**Q:** How strongly does the chloride ion hold on to SiH₃F, and at what distance is it held best?

Interaction energy of Cl⁻ with SiH₃F in the gas phase (pair less both fragments, counterpoise-corrected; negative binds), computed with Ansatz 0.2.0 in the def2-TZVPPD basis, with frozen cores in CCSD(T) and MP2. SiH₃F is moved rigidly from the PBE0-D4/def2-TZVPD minimum along the line between the fragments' mean atom positions.

| shift from the minimum (Å) | CCSD(T) (kcal/mol) | r2SCAN-D4 (kcal/mol) | PBE0-D4 (kcal/mol) | B3LYP-D4 (kcal/mol) | MP2 (kcal/mol) | B3LYP-D4 less CCSD(T) (kcal/mol) |
| --- | --- | --- | --- | --- | --- | --- |
| -0.246 | -26.27 | -29.87 | -30.99 | -26.34 | -27.45 | -0.07 |
| -0.123 | -30.36 | -33.57 | -34.45 | -30.53 | -31.32 | -0.17 |
| 0.000 | -31.80 | -34.72 | -35.39 | -32.16 | -32.57 | -0.36 |
| 0.123 | -31.62 | -34.29 | -34.78 | -32.18 | -32.22 | -0.56 |
| 0.295 | -29.86 | -32.22 | -32.50 | -30.66 | -30.28 | -0.80 |
| 0.615 | -24.93 | -26.79 | -26.82 | -26.04 | -25.14 | -1.11 |
| 1.230 | -16.46 | -17.48 | -17.39 | -17.47 | -16.55 | -1.02 |
| 2.460 | -8.00 | -8.10 | -8.25 | -8.46 | -8.10 | -0.45 |

**A:** About 32 kcal/mol, or roughly 130 kJ/mol, by CCSD(T), the most complete treatment here. That is some fifty times the thermal energy at room temperature. The deepest row is the one at zero shift, where chlorine sits 2.46 Å from silicon, on the side opposite fluorine.

**Q:** B3LYP has its lowest value one row further out. Does it predict a longer contact?

**A:** Not in any way you could use. Its two lowest rows differ by only 0.02 kcal/mol, so the bottom lies between them. A parabola through the three rows around zero shift puts the bottom near 0.05 Å for CCSD(T) and 0.06 Å for B3LYP. The zero of the scale comes from a PBE0-D4 structure (optimized in the def2-TZVPD basis), so a small offset for other methods is natural.

**Q:** Why is it so much harder to push the ion in than to pull it out?

**A:** Pushing it in by 0.246 Å costs 5.5 kcal/mol, while pulling it out by the slightly longer 0.295 Å costs only 1.9. Part of that contrast arises because the bottom of the curve lies a few hundredths of an ångström outside zero shift; the rest is a real lopsidedness. Two kinds of force meet at the minimum, and they have different reach. The attraction between an ion and a polar molecule changes gently with distance. The repulsion between filled electron shells follows the overlap of their orbitals, which grows roughly exponentially as they approach. Moving inward therefore runs into a wall, whereas moving outward only climbs a slope.

**Q:** From the minimum to the last row the Si–Cl distance doubles, and the binding falls to a quarter. Isn't that just the inverse-square law of a charge and a dipole?

**A:** The two end points suggest it, but the rows between them disagree. Let R be the Si–Cl distance, which is 2.46 Å plus the shift. A charge and a fixed dipole attract as 1/R². The charge also polarizes the molecule, and the attraction to that induced dipole goes as 1/R⁴. We can scale each law from the last row, at R = 4.92 Å, and use it to predict the row before, at R = 3.69 Å:

fixed dipole: −8.00 × (4.92/3.69)² = −14.2 kcal/mol

induced dipole: −8.00 × (4.92/3.69)⁴ = −25.3 kcal/mol

CCSD(T) gives −16.5 kcal/mol, between the two and nearer the first. This is what theory leads us to expect when a fixed dipole does most of the work and polarization adds to it. The exact mixture can't be read off, because the molecule's charge is spread out and the electron clouds may still overlap a little at 3.69 Å. Over these last two rows the apparent power is 2.5 if distance is measured from silicon, but 3.0 if it is measured from the middle of the Si–F bond.

**Q:** Then why does the inverse-square law come out right at the minimum?

**A:** By cancellation. At close contact the chloride is expected to donate some electron density into the antibonding Si–F orbital. That adds attraction, as does polarization, while shell repulsion takes binding away. At zero shift these departures from the simple law happen to balance, and the scaled law gives −32.0 kcal/mol. Even that depends on measuring from silicon: with distances taken from the middle of the Si–F bond, the same scaling gives only about −24. In the shortest row the law measured from silicon gives −39.5, whereas CCSD(T) gives only −26.3, because there the repulsion outweighs the added attraction. Agreement at one distance is a poor test of a force law; the shape of the whole curve is a better one.

**Q:** So would it take 32 kcal/mol to pull this complex apart in reality?

**A:** It would take less. In every row SiH₃F keeps the shape it has inside the complex, with its three hydrogens almost in one plane with silicon. A free SiH₃F molecule would fold back into its usual pyramid and release energy as it did so. The table gives the attraction between two pieces of fixed shape. To turn that into a dissociation energy, you would subtract the cost of deforming the molecule, which includes stretching its Si–F bond as well as flattening it; a comparison with experiment would also need a correction for zero-point vibration.

**Q:** Which of the cheaper methods should I use for such a curve?

**A:** That depends on which part of the curve you need. All four bind more strongly than CCSD(T) in every row, but their errors change differently with distance. B3LYP is the closest in the four shortest rows, and MP2 is closer than B3LYP from 0.295 Å outward. Averaged over all rows, both are off by a little over half a kcal/mol, so the average hides the difference.

The shape of the curve shows it better. Pulling the ion out from zero shift to 0.615 Å costs 6.9 kcal/mol by CCSD(T) but 6.1 by B3LYP. B3LYP has nearly the right depth, but its slope is too gentle over this stretch and somewhat too steep beyond it. If you want the force on a departing ion, a good well depth is not enough to recommend a method.

**Q:** PBE0 is off by 3.6 kcal/mol at the minimum but by only a quarter of one in the last row. Why does its error fade?

**A:** The way it fades is a clue. Take two equal steps of 1.23 Å outward from the minimum: the error shrinks by a factor of 3.9 in the first and 3.7 in the second. Equal factors over equal steps mean an exponential. One fitted to the PBE0 errors of all eight rows misses none of them by more than about 2%, and each further ångström leaves about a third of the error. The output printed below gives the details.

Orbital overlap also dies away roughly exponentially, so the natural reading is that PBE0 treats the long-range electrostatics well and goes wrong where the electron clouds meet. The fit can't establish that, and the rate speaks against overlap alone: shell repulsion usually fades much faster than this. Slower errors, in polarization or in the D4 term, may be mixed in. The pattern isn't common to all functionals either: over the same two steps the r2SCAN error shrinks by factors of about 3 and 10.

**Q:** Could the dispersion correction be what makes PBE0 bind too strongly?

**A:** It can't be the whole reason, at least in the shortest row, where we can check. There PBE0 overbinds by 4.7 kcal/mol. Even if the D4 energy of the entire pair is removed, including the part that acts inside SiH₃F, an overbinding of 2.4 remains. Most of the r2SCAN error in that row also survives without D4.

A familiar suspect is delocalization error, the tendency of approximate functionals to spread charge too readily from an anion onto its partner. Exact exchange usually reduces it. Yet r2SCAN, which contains none, overbinds less than PBE0 at short range. That doesn't clear the suspect, because the D4 terms of the two methods differ in size. Without D4, r2SCAN overbinds by 3.2 kcal/mol in the shortest row and PBE0 by at least 2.4, so the order of the bare functionals could be the reverse. Delocalization may contribute, but these data can't show how much.

**Q:** In that same row B3LYP is only 0.07 kcal/mol away from CCSD(T). Can I trust that?

**A:** You can trust the arithmetic, but not the accuracy it seems to promise. The D4 energy of the whole pair in the B3LYP calculation is −4.6 kcal/mol. Some of it acts inside SiH₃F, but even a small share acting between the fragments is larger than 0.07. The close match is therefore a balance between the functional and its correction, and a few rows further out the balance has shifted by about 1 kcal/mol.

The reference has its own uncertainty too. With a basis of this size, counterpoise-corrected CCSD(T) usually binds somewhat too weakly, most of all at short contact. A larger basis could change the sign of a B3LYP error of a few tenths, while the sign of the PBE0 error near the minimum is much safer, though its size would probably shrink. The gap between MP2 and CCSD(T) is also fairly robust, because both methods suffer from the small basis in much the same way.

**Q:** And if I replaced silicon by carbon?

**A:** The distant part of the curve would still be governed by a charge and a polar molecule. The change would come at close range. Silicon is large enough to hold five neighbours at comfortable distances, so the chloride can settle opposite fluorine. Around the smaller carbon atom the same arrangement is crowded, and it is the well-known transition state of a substitution reaction instead of a stable complex. To guess the behaviour of a related pair, ask first how polar the molecule is, which sets the tail, and then how much room the central atom offers, which does much to decide how close the ion can come.

Output of the analysis:

```
Errors against CCSD(T) and laws scaled from the last row, kcal/mol:
     row  Si-Cl in A  PBE0 error  r2SCAN error  MP2 error  R^-2 law  R^-4 law
  -0.246       2.214       -4.72          -3.6      -1.18     -39.5    -195.1
  -0.123       2.337       -4.09         -3.21      -0.96    -35.46    -157.1
     0.0        2.46       -3.59         -2.92      -0.77       -32      -128
   0.123       2.583       -3.16         -2.67       -0.6    -29.02    -105.3
   0.295       2.755       -2.64         -2.36      -0.42    -25.51    -81.36
   0.615       3.075       -1.89         -1.86      -0.21    -20.48    -52.43
    1.23        3.69       -0.93         -1.02      -0.09    -14.22    -25.28
    2.46        4.92       -0.25          -0.1       -0.1        -8        -8
fit of log(abs(e_pbe0)) on 8 rows: constant 1.284 +/- 0.0055, coefficient of x -1.087 +/- 0.0054; rms 0.0113, worst 0.615 -0.0213, leave-one-out rms 0.0143
Largest miss of the exponential for the PBE0 error, percent: 2.103
Si-Cl distance at zero shift, A: 2.46
CCSD(T) cost of pushing in from zero shift to the first row, kcal/mol: 5.53
CCSD(T) cost of pulling out from zero shift to 0.295 A, kcal/mol: 1.94
CCSD(T) bottom of parabola through three rows, shift in A: 0.04783
B3LYP bottom of parabola through three rows, shift in A: 0.06303
Decay exponent over the last two rows, distance taken from Si: 2.508
Decay exponent over the last two rows, distance taken from middle of Si-F: 3.009
Mean absolute error of MP2, kcal/mol: 0.5413
Mean absolute error of B3LYP, kcal/mol: 0.5675
CCSD(T) cost of pulling out from zero shift to 0.615 A, kcal/mol: 6.87
B3LYP cost of pulling out from zero shift to 0.615 A, kcal/mol: 6.12
PBE0 error shrinks from shift 0 to 1.23 A by factor: 3.86
PBE0 error shrinks from shift 1.23 to 2.46 A by factor: 3.72
r2SCAN error shrinks from shift 0 to 1.23 A by factor: 2.863
r2SCAN error shrinks from shift 1.23 to 2.46 A by factor: 10.2
r2SCAN D4 part of the interaction in the first row, kcal/mol: -0.4108
r2SCAN error in the first row without D4, kcal/mol: -3.189
PBE0 error in the first row if all D4 of the pair is removed, kcal/mol: -2.355
B3LYP D4 energy of the whole pair in the first row, kcal/mol: -4.627
```
